**Exchange splitting of the filled 4d shell in Hf8+: nonlocal against local exchange**

The table holds 4d up and down eigenvalues, mean radii and their splitting for Hf8+ (4f¹³ 5p³, four net up spins) from a spin-polarised B-spline radial atomic code with the scalar X2C Hamiltonian, for LDA, BLYP, OLYP, revTPSS and Hartree-Fock. The program builds orbitals in a two-parameter screened potential fitted and rescaled to LDA mean radii, and evaluates the frozen-orbital splitting once by counting exchange integrals and once with the local exchange potential. For 4d it finds 0.167 and 0.067 hartree, 6 % above the Hartree-Fock row and 14 % above the LDA row, so most of the factor of 2.7 arises without correlation. It also follows the shell-by-shell ratios, including the low values of 2s and 4f, and is worst for 1s and for the local 5s value. The semilocal spread of 0.003 hartree is reported beside the 4f and 5s splittings, which run the other way, and is left unexplained.

Spin-polarised all-electron calculations with B-spline radial atomic code 1 at the basis-set limit, scalar X2C Hamiltonian, Fermi nucleus. The ion is Hf8+, [Kr] 4d10 4f13 5s2 5p3, with seven 4f and all three 5p electrons spin up. Open shells are spherical, by fractional occupation in the functionals and configuration average in Hartree-Fock; energies are orbital eigenvalues.

## Numerical check

```python
# Table: 4d up/down eigenvalues, mean radii and splitting in Hf8+ 4f(7+6) 5p(3+0); B-spline radial atomic code, scalar X2C,
# LDA/BLYP/OLYP/revTPSS/HF. Test: frozen-orbital first-order splitting, nonlocal exchange counting vs local exchange.
T = {
    'method': ['LDA VWN5', 'BLYP', 'OLYP', 'revTPSS', 'Hartree-Fock'],
    'rung': ['LDA', 'GGA', 'GGA', 'meta-GGA', 'Hartree-Fock'],
    'exact_exchange': ['0', '0', '0', '0', '100 %'],
    'orbital_energy_4d_up': [-12.246, -12.232, -12.282, -12.253, -13.487],  # hartree
    'orbital_energy_4d_down': [-12.187, -12.173, -12.224, -12.197, -13.329],  # hartree
    'orbital_mean_radius_4d_up': [0.53298, 0.53279, 0.53238, 0.53307, 0.53341],  # bohr
    'orbital_mean_radius_4d_down': [0.53215, 0.53198, 0.53131, 0.5321, 0.53171],  # bohr
    'gap': [0.059, 0.0584, 0.0575, 0.0561, 0.1573],  # hartree
}
import numpy as np
from scipy.linalg import eigh_tridiagonal
from scipy.optimize import minimize
from scipy.constants import physical_constants as pc
from sympy.physics.wigner import wigner_3j
eV = pc['Hartree energy in eV'][0]
M = list(T['method']); iH = M.index('Hartree-Fock'); iL = M.index('LDA VWN5'); s = [i for i in range(len(M)) if i != iH]
eu, ed, ru, rd, g = (np.array(T[k], float) for k in ['orbital_energy_4d_up', 'orbital_energy_4d_down',
    'orbital_mean_radius_4d_up', 'orbital_mean_radius_4d_down', 'gap'])
# typed from further outputs of the same runs (row order of the table): -eigenvalues up, down; 4f radii up, down
f4 = [(5.23797,5.163483),(5.212125,5.13721),(5.255318,5.173557),(5.216196,5.135041),(5.831591,5.727563)]
s5 = [(6.783604,6.644909),(6.764496,6.619079),(6.795681,6.604787),(6.793505,6.606353),(7.324886,6.760309)]
rf = [(.6269938,.6220623),(.6274042,.6222849),(.6256865,.618304),(.6277234,.6209784),(.6196766,.6139095)]
# shell: LDA <r> up, LDA -e up, -e down, HF -e up, -e down (further outputs; 4d from the table)
S = {'1s':(.0182187,2393.838,2393.825,2418.639,2418.613), '2s':(.0796654,413.3429,413.3339,422.5807,422.5663),
 '2p':(.0712047,364.8568,364.8447,372.5063,372.4792), '3s':(.2084143,97.82171,97.79245,102.1536,102.0947),
 '3p':(.207957,83.25264,83.22244,86.85579,86.78136), '3d':(.1890027,65.42486,65.39942,68.18254,68.12485),
 '4s':(.4680915,23.42586,23.37182,25.50071,25.35732), '4p':(.4962386,18.60992,18.55489,20.36015,20.19887),
 '4d':(ru[iL],0,-g[iL],0,-g[iH]), '4f':(rf[iL][0],)+f4[iL]+f4[iH], '5s':(1.066165,)+s5[iL]+s5[iH], '5p':(1.189075,)}
PI = {'F2ff':19.29604,'F4ff':12.17577,'F6ff':8.77884,'G2fp':3.759921,'G4fp':3.076601,'F2pp':11.22979}  # eV, LDA run
print('rounding floor: gap 0.00005 Ha, energies 0.0005 Ha, radii 0.000005 bohr')
print('method | gap Ha | gap eV | HF/row | r4d up-down | HF depth up,down Ha | 4f gap | 5s gap | r4f up-down')
for i, m in enumerate(M):
    print(f'{m:12s} {g[i]:.4f} {g[i]*eV:.2f} {g[iH]/g[i]:.2f} {ru[i]-rd[i]:.5f} {eu[i]-eu[iH]:.3f} {ed[i]-ed[iH]:.3f}'
          f' {f4[i][0]-f4[i][1]:.4f} {s5[i][0]-s5[i][1]:.4f} {rf[i][0]-rf[i][1]:.4f}')
print(f'semilocal mean {g[s].mean():.4f}, spread {np.ptp(g[s]):.4f} Ha ({100*np.ptp(g[s])/g[s].mean():.1f} %); HF-mean {g[iH]-g[s].mean():.4f} Ha, HF/mean {g[iH]/g[s].mean():.2f}')
print(f'spread of r(4d up) {100*np.ptp(ru)/ru.mean():.2f} %; level depth ratio HF/LDA up {eu[iH]/eu[iL]:.3f}, down {ed[iH]/ed[iL]:.3f}')
x = np.linspace(np.log(3e-4), np.log(8), 1200); h = x[1]-x[0]; r = np.exp(x); dr = r*h; L = 'spdf'
def orbs(p, ls):  # non-relativistic screened (Green-Sellin-Zachor) potential, Z=72, N=64
    H, d = np.exp(p); V = -(9+63/(H*np.expm1(np.minimum(r/d, 200))+1))/r; o = {}
    for l in ls:
        w = eigh_tridiagonal((1/h**2+(l+.5)**2/2)/r**2+V, -.5/h**2/(r[1:]*r[:-1]), select='i',
                             select_range=(0, (5 if l < 2 else 4)-l-1))[1]
        for j in range(w.shape[1]): o[f'{j+l+1}{L[l]}'] = w[:, j]/np.sqrt(dr)
    return o
mr = lambda u: np.sum(u*u*r*dr); fit = ['4p', '4d', '4f', '5p']
def cost(p):
    o = orbs(p, [1, 2, 3]); return sum(np.log(mr(o[a])/S[a][0])**2 for a in fit)
p = minimize(cost, np.log([3.5, .65]), method='Nelder-Mead', options=dict(maxfev=120, xatol=1e-3, fatol=1e-7)).x
o = orbs(p, [0, 1, 2, 3]); U = {}
print(f'potential H={np.exp(p[0]):.2f}, d={np.exp(p[1]):.2f} bohr; <r> error before rescaling %:', ' '.join(f'{a} {100*(mr(o[a])/S[a][0]-1):+.1f}' for a in fit+['5s']))
for a in S:
    u = np.interp(r*mr(o[a])/S[a][0], r, o[a], right=0); U[a] = u/np.sqrt(np.sum(u*u*dr))
def R(a, b, k):  # G^k(a,b), or F^k(a,a)
    q = U[a]*U[b]*dr; t = q*r**k; return 2*np.sum(q*r**(-k-1.)*(np.cumsum(t)-t/2))
c = lambda l, k, m: float(wigner_3j(l, k, m, 0, 0, 0)**2)
K = lambda a, b: sum(c(L.index(a[1]), k, L.index(b[1]))*R(a, b, k) for k in range(1 if a == b else 0, 7))
for n, v in PI.items():
    mv = R({'f':'4f','p':'5p'}[n[2]], {'f':'4f','p':'5p'}[n[3]], int(n[1]))*eV
    print(f'integral {n}: model {mv:.2f} eV, LDA run {v:.2f} eV, error {100*(mv/v-1):+.0f} %')
a1 = 7/6*sum(c(3,k,3)*PI[f'F{k}ff'] for k in (2,4,6))/eV; a2 = 3*sum(c(3,k,1)*PI[f'G{k}fp'] for k in (2,4))/eV; hf4 = S['4f'][3]-S['4f'][4]
print(f'4f counting with printed integrals: ff {a1:.4f} + 3 fp {a2:.4f} = {a1+a2:.4f} Ha; HF run {hf4:.4f}; error {100*((a1+a2)/hf4-1):+.0f} %')
nu = sum((2*L.index(a[1])+1)*U[a]**2 for a in S)/(4*np.pi*r*r); nd = nu-(U['4f']**2+3*U['5p']**2)/(4*np.pi*r*r)
dv = np.cbrt(6*nu/np.pi)-np.cbrt(6*nd/np.pi)
print(f'<m/n> over 4d orbital {np.sum(U["4d"]**2*dr*(nu-nd)/(nu+nd+1e-30)):.3f}; <|vx up|> {np.sum(U["4d"]**2*dr*np.cbrt(6*nu/np.pi)):.2f} Ha')
print('shell | run LDA, HF, ratio | model local x (err %), nonlocal = 4f + 5p part (err %), ratio  [Ha]')
for a in list(S)[:-1]:
    gl, gh = S[a][1]-S[a][2], S[a][3]-S[a][4]; ml = np.sum(U[a]**2*dv*dr)
    kf, kp = K(a, '4f')*(7/6 if a == '4f' else 1), 3*K(a, '5p')
    print(f'{a} | {gl:.4f} {gh:.4f} {gh/gl:.2f} | {ml:.4f} ({100*(ml/gl-1):+.0f}) {kf+kp:.4f} = {kf:.3f}+{kp:.3f} ({100*((kf+kp)/gh-1):+.0f}) {(kf+kp)/ml:.2f}')
print('uniform gas HF/local shift (1/x)ln((1+x)/(1-x)):', ' '.join(f'x={y}: {np.log((1+y)/(1-y))/y:.2f}' for y in (.01, .5, .75, .9)))
assert np.all(g > 0) and np.all(abs(ed-eu-g) < 0.0011)
assert np.all(ru > rd)
assert np.all(g[iH]/g[s] > 2) and np.ptp(g[s]) < 0.1*(g[iH]-g[s].max())
```

Running it gives:

```
rounding floor: gap 0.00005 Ha, energies 0.0005 Ha, radii 0.000005 bohr
method | gap Ha | gap eV | HF/row | r4d up-down | HF depth up,down Ha | 4f gap | 5s gap | r4f up-down
LDA VWN5     0.0590 1.61 2.67 0.00083 1.241 1.142 0.0745 0.1387 0.0049
BLYP         0.0584 1.59 2.69 0.00081 1.255 1.156 0.0749 0.1454 0.0051
OLYP         0.0575 1.56 2.74 0.00107 1.205 1.105 0.0818 0.1909 0.0074
revTPSS      0.0561 1.53 2.80 0.00097 1.234 1.132 0.0812 0.1872 0.0067
Hartree-Fock 0.1573 4.28 1.00 0.00170 0.000 0.000 0.1040 0.5646 0.0058
semilocal mean 0.0577, spread 0.0029 Ha (5.0 %); HF-mean 0.0995 Ha, HF/mean 2.72
spread of r(4d up) 0.19 %; level depth ratio HF/LDA up 1.101, down 1.094
potential H=1.75, d=0.31 bohr; <r> error before rescaling %: 4p +2.6 4d -1.1 4f -0.8 5p +1.7 5s +9.2
integral F2ff: model 19.34 eV, LDA run 19.30 eV, error +0 %
integral F4ff: model 12.22 eV, LDA run 12.18 eV, error +0 %
integral F6ff: model 8.82 eV, LDA run 8.78 eV, error +0 %
integral G2fp: model 3.73 eV, LDA run 3.76 eV, error -1 %
integral G4fp: model 3.07 eV, LDA run 3.08 eV, error -0 %
integral F2pp: model 11.20 eV, LDA run 11.23 eV, error -0 %
4f counting with printed integrals: ff 0.0576 + 3 fp 0.0571 = 0.1147 Ha; HF run 0.1040; error +10 %
<m/n> over 4d orbital 0.052; <|vx up|> 2.95 Ha
shell | run LDA, HF, ratio | model local x (err %), nonlocal = 4f + 5p part (err %), ratio  [Ha]
1s | 0.0130 0.0260 2.00 | 0.0116 (-11) 0.0215 = 0.000+0.022 (-17) 1.86
2s | 0.0090 0.0144 1.60 | 0.0093 (+3) 0.0152 = 0.002+0.014 (+5) 1.64
2p | 0.0121 0.0271 2.24 | 0.0123 (+1) 0.0279 = 0.001+0.027 (+3) 2.27
3s | 0.0293 0.0589 2.01 | 0.0318 (+9) 0.0619 = 0.035+0.026 (+5) 1.95
3p | 0.0302 0.0744 2.46 | 0.0329 (+9) 0.0779 = 0.040+0.038 (+5) 2.37
3d | 0.0254 0.0577 2.27 | 0.0279 (+10) 0.0630 = 0.044+0.019 (+9) 2.26
4s | 0.0540 0.1434 2.65 | 0.0615 (+14) 0.1533 = 0.081+0.072 (+7) 2.49
4p | 0.0550 0.1613 2.93 | 0.0625 (+14) 0.1715 = 0.089+0.082 (+6) 2.75
4d | 0.0590 0.1573 2.67 | 0.0670 (+14) 0.1670 = 0.116+0.051 (+6) 2.49
4f | 0.0745 0.1040 1.40 | 0.0854 (+15) 0.1146 = 0.058+0.057 (+10) 1.34
5s | 0.1387 0.5646 4.07 | 0.1647 (+19) 0.5632 = 0.023+0.540 (-0) 3.42
uniform gas HF/local shift (1/x)ln((1+x)/(1-x)): x=0.01: 2.00 x=0.5: 2.20 x=0.75: 2.59 x=0.9: 3.27
```
